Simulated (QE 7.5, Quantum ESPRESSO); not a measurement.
# MnO lattice constant with Quantum ESPRESSO: notes against a deadline

*A beginner's notebook, kept as written. Several of its settings and conclusions are unsound; a review follows at the end.*

## Reference data

The number I have to match is the edge of the cubic cell of manganese oxide, MnO. "Magnetic-order induced phonon splitting in MnO from far-infrared spectroscopy" (2007, arXiv:0707.0820) gives 4.4457 ± 0.0002 Å for a bulk crystal at room temperature. That paper takes the value from earlier work, and how it was measured is not given with the value.

There is also a magnetic moment per Mn ion, 4.892 μB for bulk MnO, in "Evolution of the magnetic phase transition in MnO confined to channel type matrices. Neutron diffraction study" (2005, arXiv:cond-mat/0503075). It is likewise quoted from earlier work, with no temperature or method given with it. It is the ordered moment and includes an orbital part, while my runs give only the spin part inside a sphere around the atom.

| compared with | measured | source's wording or label | T (K) | method |
| --- | --- | --- | --- | --- |
| cell edge a (Å) | 4.4457 ± 0.0002 | 0.44457 nm | room temperature | quoted from earlier experiment |
| moment on Mn (μB) | 4.892 | ordered moment per Mn ion in bulk | – | not stated |

Conditions are those given with the value in the passage it was taken from; "not stated" means there, and the paper may say more elsewhere.

## Method

I need a cell edge for MnO out of pw.x, and soon. The model is the two-atom cell from a published crystal structure, with the Mn moments all parallel at the start, and the program relaxes the cell by itself. I will use PBE because that is the functional I have seen most often.

My target is 0.05 Å on the cell edge, about one per cent, which sounds good enough for an engineering number. I will look at the moment too, but the edge comes first. The plan is to get one relaxation through quickly, compare, and change settings if it is off.

System: MnO (Manganosite); Fm-3m (No. 225), 2 atoms in the cell used, edges 3.1438, 3.1438, 3.1438 A, angles 60.00, 60.00, 60.00 deg; cell from a published crystal structure; structure from the Crystallography Open Database.

## 1. One k-point to save time

There are only two atoms in the cell, so I am setting the k-point mesh to 1x1x1. A small cell should need few points, as far as I understand it, and this way the run is over quickly. I keep the force tolerance at 0.015 eV/Å, since the forces are what a relaxation is about. I expect an edge near 4.4 Å.

**Run 1.** QE 7.5: PBE, pw.x with GBRV ultrasoft files, cell and atoms relaxed, parallel start moments, cutoff 45 Ry, mesh 1x1x1, Fermi-Dirac 0.05 eV, force tolerance 0.015 eV/A, at most 25 steps.

Key lines of the input:
```
&control
   calculation='vc-relax'
   forc_conv_thr=5.8e-04, etot_conv_thr=1e-04, nstep=25, tstress=.true., tprnfor=.true.
/
&system
   ibrav=0, nat=2, ntyp=2
   ecutwfc=45, ecutrho=360
   occupations='smearing', smearing='fd', degauss=0.0037
   nspin=2
   starting_magnetization(1)=0.40
/
&electrons
   conv_thr=2.0e-09, mixing_beta=0.3, electron_maxstep=100
/
&ions
/
&cell
   press_conv_thr=0.2
/
ATOMIC_SPECIES
Mn 1.0 Mn.gbrv-pbe.upf
O 1.0 O.gbrv-pbe.upf
CELL_PARAMETERS angstrom
  0.00000000 2.22300000 2.22300000
  2.22300000 0.00000000 2.22300000
  2.22300000 2.22300000 0.00000000
ATOMIC_POSITIONS crystal
Mn   0.00000000 0.00000000 0.00000000
O    0.50000000 0.50000000 0.50000000
K_POINTS automatic
1 1 1 0 0 0
```

Command:
```
OMP_NUM_THREADS=1 mpirun --oversubscribe --bind-to none -np 4 pw.x -in relax.in > relax.out
```

Selected lines of the output:
```
     the Fermi energy is    12.9902 ev
!    total energy              =    -242.95061453 Ry
     Total force =     0.000000     Total SCF correction =     0.000000
          total   stress  (Ry/bohr**3)                   (kbar)     P=      233.06
     convergence NOT achieved after 100 iterations: stopping
```

Not converged; 15 s on 4 cores of Arm Neoverse N1, shared host.

The run stopped after 15 s with "convergence NOT achieved after 100 iterations", so I have no cell edge. The total force is zero, which I take to mean the atoms are fine where they are. The pressure is 233 kbar, so the cell wants to be a good deal bigger, and I think that is what the program is choking on.

## 2. Start from a bigger cell

I am giving it the room it asks for: the starting volume goes up by 12 per cent. I am also putting the mesh at 8x8x8, which I have seen in other people's inputs, and limiting the relaxation to 2 steps, because with a better start it should not have far to go. I expect the pressure to be nearly gone and the edge to settle a little above the measured one.

**Run 2.** QE 7.5: PBE, pw.x with GBRV ultrasoft files, cell and atoms relaxed, parallel start moments, cutoff 45 Ry, mesh 8x8x8, Fermi-Dirac 0.05 eV, start volume x1.12, force tolerance 0.015 eV/A, at most 2 steps.

Key lines of the input, as changed from run 1:
```diff
  &control
-    forc_conv_thr=5.8e-04, etot_conv_thr=1e-04, nstep=25, tstress=.true., tprnfor=.true.
+    forc_conv_thr=5.8e-04, etot_conv_thr=1e-04, nstep=2, tstress=.true., tprnfor=.true.
  CELL_PARAMETERS angstrom
-   0.00000000 2.22300000 2.22300000
-   2.22300000 0.00000000 2.22300000
-   2.22300000 2.22300000 0.00000000
+   0.00000000 2.30858288 2.30858288
+   2.30858288 0.00000000 2.30858288
+   2.30858288 2.30858288 0.00000000
- 1 1 1 0 0 0
+ 8 8 8 0 0 0
```

Command:
```
OMP_NUM_THREADS=1 mpirun --oversubscribe --bind-to none -np 4 pw.x -nk 4 -in relax.in > relax.out
```

Selected lines of the output:
```
     the Fermi energy is    11.3171 ev
!    total energy              =    -243.53491019 Ry
     Total force =     0.000000     Total SCF correction =     0.000000
          total   stress  (Ry/bohr**3)                   (kbar)     P=     -110.72
     the Fermi energy is    12.3119 ev
!    total energy              =    -243.54033643 Ry
     Total force =     0.000000     Total SCF correction =     0.000000
          total   stress  (Ry/bohr**3)                   (kbar)     P=      -62.66
     The maximum number of steps has been reached.
```

Not converged; 19 s of wall time.

Now the pressure has the other sign, −111 kbar at the first step and −63 kbar at the second, so I overshot and this cell is too big. It was shrinking when it hit my limit of 2 steps. There is still no edge I can use, but the electrons converged this time, so I put the first failure down to the small starting cell.

## 3. Back to 25 steps, with kspacing

I am going back to the published cell and allowing 25 steps again. I also want the k-points to be good enough that I don't have to come back to them, so I am adding the key kspacing, which I remember from inputs for another code, with 520, a number I remember from the same kind of input. I keep the 8x8x8 line in as well. I expect this to run through and give me the edge.

**Run 3.** QE 7.5: PBE, pw.x with GBRV ultrasoft files, cell and atoms relaxed, parallel start moments, cutoff 45 Ry, mesh 8x8x8, Fermi-Dirac 0.05 eV, force tolerance 0.015 eV/A, at most 25 steps, with the key kspacing = 520.

Key lines of the input, as changed from run 1:
```diff
  &system
+    kspacing=520
- 1 1 1 0 0 0
+ 8 8 8 0 0 0
```

Selected lines of the output:
```
%%%%%%%%%%%%%%%%%%%%%%%%%%%%%%%%%%%%%%%%%%%%%%%%%%%%%%%%%%%%%%%%%%%%%%%%%%%%%%
     Error in routine  read_namelists (1):
      bad line in namelist &system: "   kspacing=520" (error could be in the previous line)
 %%%%%%%%%%%%%%%%%%%%%%%%%%%%%%%%%%%%%%%%%%%%%%%%%%%%%%%%%%%%%%%%%%%%%%%%%%%%%%
```

Input refused; 0.5 s of wall time.

The program refused the input after half a second and named the kspacing line as a bad line in &system. So pw.x doesn't take that key, and I have lost another try without an edge.

## 4. Same run without kspacing

I am deleting the line and leaving the 8x8x8 mesh as it is. I am also taking out my limit on the number of steps, so that it can't stop early on me again. The start is the published cell with PBE, as before. I still expect an edge a little above the measured one, because the pressure in the first run was pushing outwards.

**Run 4.** QE 7.5: PBE, pw.x with GBRV ultrasoft files, cell and atoms relaxed, parallel start moments, cutoff 45 Ry, mesh 8x8x8, Fermi-Dirac 0.05 eV, force tolerance 0.015 eV/A.

Key lines of the input, as changed from run 1:
```diff
  &control
-    forc_conv_thr=5.8e-04, etot_conv_thr=1e-04, nstep=25, tstress=.true., tprnfor=.true.
+    forc_conv_thr=5.8e-04, etot_conv_thr=1e-04, nstep=60, tstress=.true., tprnfor=.true.
- 1 1 1 0 0 0
+ 8 8 8 0 0 0
```

Selected lines of the output:
```
          total   stress  (Ry/bohr**3)                   (kbar)     P=        3.59
     bfgs converged in   4 scf cycles and   3 bfgs steps
          total   stress  (Ry/bohr**3)                   (kbar)     P=       -0.13
CELL_PARAMETERS (angstrom)
   0.000000000   2.225597895   2.225597895
```

Converged; 15 s on 4 cores of Arm Neoverse V2, shared host.

| quantity | run 4 | measured | deviation |
| --- | --- | --- | --- |
| cell edge a (Å) | 4.4512 | 4.4457 ± 0.0002 | +0.0055 (+0.1 %) |
| moment on Mn (μB) | 4.077 | 4.892 | −0.815 (−16.7 %) |
| absolute magnetisation (μB) | 4.81 |  |  |
| volume per atom (Å³) | 11.02 |  |  |
| Mn-Mn, nearest pair (Å) | 3.147 |  |  |

This one converged, in 3 BFGS steps and 15 s, and the edge is 4.4512 Å against the measured 4.4457 Å. That is 0.0055 Å too long, and my target was 0.05 Å, so the edge is done. The pressure at the end is −0.13 kbar, which tells me the settings are good.

The moment is 4.077 μB against 4.892 μB, which is a lot lower. The measured one has the orbital part in it and mine is only the spin in a sphere, so I put the gap down to that. With the edge this close the magnetism must be about right as well. I have the number I was asked for and I am stopping here.

## Comparison with experiment

| run | settings | cell edge a (Å) | deviation | moment on Mn (μB) | deviation | cost | status |
| --- | --- | --- | --- | --- | --- | --- | --- |
| 1 | PBE, mesh 1x1x1, at most 25 steps | – |  | – |  | under 1 core-min | not converged |
| 2 | PBE, mesh 8x8x8, start volume x1.12, at most 2 steps | – |  | – |  | 78 core-s | not converged |
| 3 | PBE, mesh 8x8x8, at most 25 steps, with the key kspacing = 520 | – |  | – |  | under 1 core-min | input refused |
| 4 | PBE, mesh 8x8x8 | 4.4512 | +0.0055 (+0.1 %) | 4.077 | −0.815 (−16.7 %) | under 1 core-min |  |
|  | measured | 4.4457 ± 0.0002 |  | 4.892 |  |  |  |

## Closing entry

I am handing in 4.4512 Å for the cell edge of MnO, from PBE with the 8x8x8 mesh. It is 0.1 % above the measured value and well inside the 0.05 Å I set myself. The moment came out 16.7 % low, but nobody asked me for the moment, so I am leaving it with the note about the orbital part.

Of four tries one gave a number. What I take from the other three is to start from the published cell and leave the volume alone, since the run with the enlarged cell only cost me time. I will also stop adding keys I half remember from other codes.

For the next oxide I will use the same input and change the element names. PBE with parallel moments got the edge of a magnetic oxide right in 15 s, so I see no reason to spend time on other functionals or on how the spins are arranged.

## An expert's review

Further runs made for the review:

| reviewer's run | settings | cell edge a (Å) | deviation | moment on Mn (μB) | deviation | cost |
| --- | --- | --- | --- | --- | --- | --- |
| R1 | PBE, cutoff 45 Ry, mesh 11x11x11 | 4.4488 | +0.0031 (+0.1 %) | 4.069 | −0.823 (−16.8 %) | 91 core-s |
| R2 | PBE, cutoff 60 Ry, mesh 8x8x8 | 4.4542 | +0.0085 (+0.2 %) | 4.081 | −0.811 (−16.6 %) | 1.9 core-min |
| R3 | PBE+U (Mn d 3.9 eV, ortho-atomic projectors), cutoff 45 Ry, mesh 8x8x8 | 4.5363 | +0.0906 (+2.0 %) | 4.298 | −0.594 (−12.2 %) | 91 core-s |
| R4 | PBEsol+U (Mn d 3.9 eV, ortho-atomic projectors), cutoff 45 Ry, mesh 8x8x8 | 4.4744 | +0.0287 (+0.6 %) | 4.282 | −0.610 (−12.5 %) | 96 core-s |
|  | measured | 4.4457 ± 0.0002 |  | 4.892 |  |  |

The notebook converges one run and reports its failures honestly, but it takes a close cell edge as proof of the model.

Run 1 reverses the k-point rule: a small cell needs many points, not few. The zero force means nothing here, since symmetry fixes both atoms and only the stress drives the relaxation. The 233 kbar came from the single k-point: the same starting cell shows 3.59 kbar in run 4, which took only 15 s.

Run 2 therefore enlarged the cell to cure a false pressure. The author reads the changed sign correctly, but the small cell did not cause the first failure, as run 4 converges from it. The stretched start was harmless; the two-step limit stopped the run. More steps would have cost perhaps another minute or two of core time.

Run 3 was refused because pw.x has no kspacing key, as the author recognised. The mesh line already did that job, and 520 looks like a plane-wave cutoff in eV, not a spacing.

Run 4 raised the step limit to 60 rather than removing it, and is properly relaxed. The final pressure shows only that, not that the settings are good. Separate checks do support the numerics: a denser mesh gives 4.4488 Å (R1) and a higher cutoff 4.4542 Å (R2), against 4.4512 Å.

The physics is the weak point. MnO is a correlated insulator, antiferromagnetic when cold and paramagnetic at room temperature. An absolute magnetisation of 4.81 μB rules out the net five of a high-spin insulator with parallel moments, a sign the author passed over. Adding a Hubbard U to PBE lengthens the edge to 4.5363 Å (R3), so run 4's close agreement probably owes much to cancelling errors. It does not show that the magnetism is right.

Nor does the orbital part explain the low moment, for it is nearly zero in the half-filled shell of Mn²⁺. With U, PBE's moment rises from 4.077 to 4.298 μB (R3), so the missing U explains part of the gap. Spin outside the counting sphere probably explains more. The measured 4.892 μB also deserves a question: to my knowledge it is at the upper end of reported values. The accepted picture is a high-spin moment somewhat below five.

The 0.05 Å target suits a rough estimate but cannot validate a model: it passes both run 4 and R4, which describe the electrons differently. Reusing this input for the next oxide with only the names changed would be a mistake. Functional, U, starting moments and spin order need thought each time. Here U costs about a minute and a half of core time; antiferromagnetic order needs a doubled cell and probably several minutes.

Verdict: I rely most on PBEsol+U (R4), because it treats the correlation, and PBEsol was designed to reduce PBE's usual tendency to make solids too large. Its edge is 4.4744 Å, 0.6 % too long, and thermal expansion would widen the miss. That is fair agreement, not a precise match. The shares of the parallel order, the functional and the chosen U in the remainder were not separated here.

[Logs are printed without paths, hosts, clocks, repeated set-up lines and the standing remarks that a program may print on its own settings, such as how far it seeks lower states.]

[The runs shown are a pick from a larger set of finished runs; failed, doubtful and other runs were left out of it ahead of writing. So were measured values far from every level or from commonly accepted values, and agreement can look better than it is. Lines of input and output are excerpts and may be shortened.]
